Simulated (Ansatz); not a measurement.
**Ligand exchange: CH4 + GaH2I → HI + GaH2(CH3)**

Species: CH4 (methane) `C`, singlet; GaH2I `[GaH2][I]`, singlet; HI (hydrogen iodide), singlet; GaH2(CH3), singlet. The partners trade CH3 for I: H–CH3 and Ga–I bonds give way to H–I and Ga–CH3.

Shapes, held fixed at every level: PBE0-D4/def2-TZVP. Programs: Ansatz 0.2.0. Electronic energies: no zero-point or thermal term.

```json
{"level": "PBE-D4/def2-TZVPP", "kind": "GGA", "ΔE (kJ/mol)": "+158.1", "less CCSD(T)/def2-TZVPP": "+2.8", "CPU time (sum over the molecules)": "7.4 s"}
{"level": "r2SCAN-D4/def2-TZVPP", "kind": "meta-GGA", "ΔE (kJ/mol)": "+163.7", "less CCSD(T)/def2-TZVPP": "+8.4", "CPU time (sum over the molecules)": "13 s"}
{"level": "B3LYP-D4/def2-TZVPP", "kind": "global hybrid", "ΔE (kJ/mol)": "+161.7", "less CCSD(T)/def2-TZVPP": "+6.4", "CPU time (sum over the molecules)": "10 s"}
{"level": "wB97M-V/def2-TZVPP", "kind": "range-separated hybrid", "ΔE (kJ/mol)": "+157.6", "less CCSD(T)/def2-TZVPP": "+2.3", "CPU time (sum over the molecules)": "29 s"}
{"level": "wB97X-V/def2-TZVPP", "kind": "range-separated hybrid", "ΔE (kJ/mol)": "+157.8", "less CCSD(T)/def2-TZVPP": "+2.5", "CPU time (sum over the molecules)": "21 s"}
{"level": "MP2/def2-TZVPP", "kind": "perturbation theory", "ΔE (kJ/mol)": "+161.7", "less CCSD(T)/def2-TZVPP": "+6.4", "CPU time (sum over the molecules)": "–"}
{"level": "CCSD/def2-SVP", "kind": "coupled cluster or CI", "ΔE (kJ/mol)": "+163.8", "less CCSD(T)/def2-TZVPP": "+8.5", "CPU time (sum over the molecules)": "–"}
{"level": "CCSD(T)/def2-TZVPP", "kind": "coupled cluster or CI", "ΔE (kJ/mol)": "+155.3", "less CCSD(T)/def2-TZVPP": "0.0", "CPU time (sum over the molecules)": "58 s"}
```

The highest level, CCSD(T)/def2-TZVPP, gives ΔE = +155.3 kJ/mol; the levels span +155.3 to +163.8. The column of differences is taken from that level and isn't an error. No measured value is set beside it here. For atoms past krypton def2 sets carry core potentials with scalar relativity. Relativity is left out for Ga. Outer-core shells of Ga, I are correlated in most correlated rows, in sets that cover them unevenly. Times are processor times on shared x86 and Arm servers, and rough.

Exchanging methyl for iodide is strongly uphill at every level, and the spread between methods is small beside the reaction energy, so the direction is secure for these isolated monomers. The cost reflects the bonds traded. Methane gives up a strong, compact C–H bond, while the H–I bond gained is weak because hydrogen 1s overlaps poorly with the diffuse iodine 5p orbital. On the gallium side, a polar Ga–I bond, probably helped a little by iodine lone-pair donation into the empty Ga 4p orbital, gives way to a more covalent Ga–C bond, which doesn't make up the loss.

Read backwards, the reaction is the familiar protonolysis of a metal alkyl by a hydrogen halide, with alkane release as the driving force. With two molecules on each side, entropy is unlikely to overturn the preference. PBE lies closer to CCSD(T) than B3LYP does, which may reflect error cancellation and doesn't establish a general ranking. The energies say nothing about the barrier to protonolysis.
